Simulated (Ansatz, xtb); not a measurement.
**C4H8O2Si: which of two isomers lies lower**

Structure I: `C[Si](C)(C=O)C=O`, a singlet. Structure II: `C[SiH2]C(C=O)C=O`, a singlet. Both are isolated molecules in the gas phase, relaxed with r2SCAN-D4/def2-SVP; the shapes shown needn't be the lowest conformers.

I (Å):

```
atom    x (Å)    y (Å)    z (Å)
   C  -2.4479   0.6889   0.9513
   C   0.2536   2.3734   1.3411
   C   0.2439  -0.0500  -0.5072
   C  -1.3592   2.3471  -1.3626
   O   1.4515   0.0620  -0.5512
   O  -2.4116   2.1291  -1.9262
  Si  -0.8594   1.3620   0.2291
   H  -3.0938   0.3529   0.1238
   H  -2.9951   1.4726   1.4999
   H  -2.2805  -0.1548   1.6391
   H   1.2389   2.4690   0.8568
   H   0.4085   1.8690   2.3085
   H  -0.1448   3.3802   1.5420
   H  -0.2498  -0.9749  -0.9344
   H  -0.6409   3.1102  -1.7910
```

II (Å):

```xyz
15

C    -0.8252    1.1369   -0.2766
C     1.0716   -1.3149   -0.1304
C     0.6197   -1.6485    1.2573
C     0.1975   -1.9114   -1.2082
O    -0.5459   -1.6877    1.5870
O     0.5651   -2.1020   -2.3415
Si    0.9669    0.6112   -0.3082
H    -1.3321    0.7002    0.5987
H    -0.9132    2.2334   -0.2224
H    -1.3531    0.7981   -1.1821
H     1.6555    0.9509   -1.5858
H     1.7338    1.1828    0.8402
H     2.1320   -1.5621   -0.3144
H     1.4404   -1.8458    1.9979
H    -0.8411   -2.1564   -0.8638
```

**Question.** Which of the two would you expect CCSD(T)/def2-SVP + ΔMP2/def2-TZVPP electronic energies to favour?

**Answer.** Structure II; the calculation gives E(II) − E(I) = −5.6 kcal/mol.

How the difference moves with the method:

```csv
level,geometry,E(II) − E(I) (kcal/mol),departure from the last row (kcal/mol),"job, with rough time for the two"
GFN2-xTB,GFN2-xTB,−35.9,−30.3,"optimisation, 1.5 s"
HF/STO-3G,GFN2-xTB,+13.2,+18.9,"single point, 1.7 s"
r2SCAN-D4/def2-SVP//GFN2-xTB,GFN2-xTB,−8.9,−3.2,"single point, 12 s"
r2SCAN-D4/def2-SVP,r2SCAN-D4/def2-SVP,−8.6,−2.9,"optimisation, 5.6 min"
HF/def2-SVP,r2SCAN-D4/def2-SVP,−9.2,−3.6,part of the CCSD(T) run
MP2/def2-SVP,r2SCAN-D4/def2-SVP,−10.8,−5.2,part of the CCSD(T) run
CCSD(T)/def2-SVP,r2SCAN-D4/def2-SVP,−9.6,−4.0,single point
CCSD(T)/def2-SVP + ΔMP2/def2-TZVPP,r2SCAN-D4/def2-SVP,−5.6,,"single point, 4.8 min"
```

As drawn, II has 2 C–C, 2 Si–H in place of 2 C–Si, 2 C–H.

HF/STO-3G puts the two in the other order. The largest departure from CCSD(T)/def2-SVP + ΔMP2/def2-TZVPP is that of GFN2-xTB, 30.3 kcal/mol. The last row adds to CCSD(T) the change of the MP2 difference between the two basis sets, here +4.0 kcal/mol, a large step that makes the value less sure.

With thermal terms from frequencies at re-optimised GFN2-xTB minima (ideal gas, soft modes damped towards free rotors, one conformer each, 298.15 K, 1 atm): the zero-point term adds −1.0 kcal/mol; ΔH is −7.6 and ΔG −5.3 kcal/mol.

The correlated steps freeze 11 core orbitals. Run with Ansatz 0.2.0, xtb 6.7.1; the last row on 2 threads of AMD EPYC (Zen 3) on a shared host.

II, the C-silylated malonaldehyde, lies below the bis(formyl)silane I, and every level except HF/STO-3G agrees. Average bond energies alone would probably point the other way, since II gives up strong C–H bonds for weaker Si–H bonds. The likely reason for the reversal is the acylsilane unit: in I two of the four bonds from electropositive silicon to carbon end at a carbonyl carbon that is already electron-poor, whereas in II the formyl groups sit on carbon, which stabilises them better. The geometry of I fits this, with Si–C bonds to formyl longer than those to methyl.

With def2-SVP, Hartree–Fock and CCSD(T) nearly coincide, so the preference doesn't hinge on electron correlation. The reversed sign with STO-3G probably reflects a minimal basis too rigid to describe polarised bonds at silicon. Thermal and entropic terms leave the order unchanged.

The result ranks only these two connectivities; enol or O-silylated forms of II, the latter favoured by the strong Si–O bond, could well lie lower.
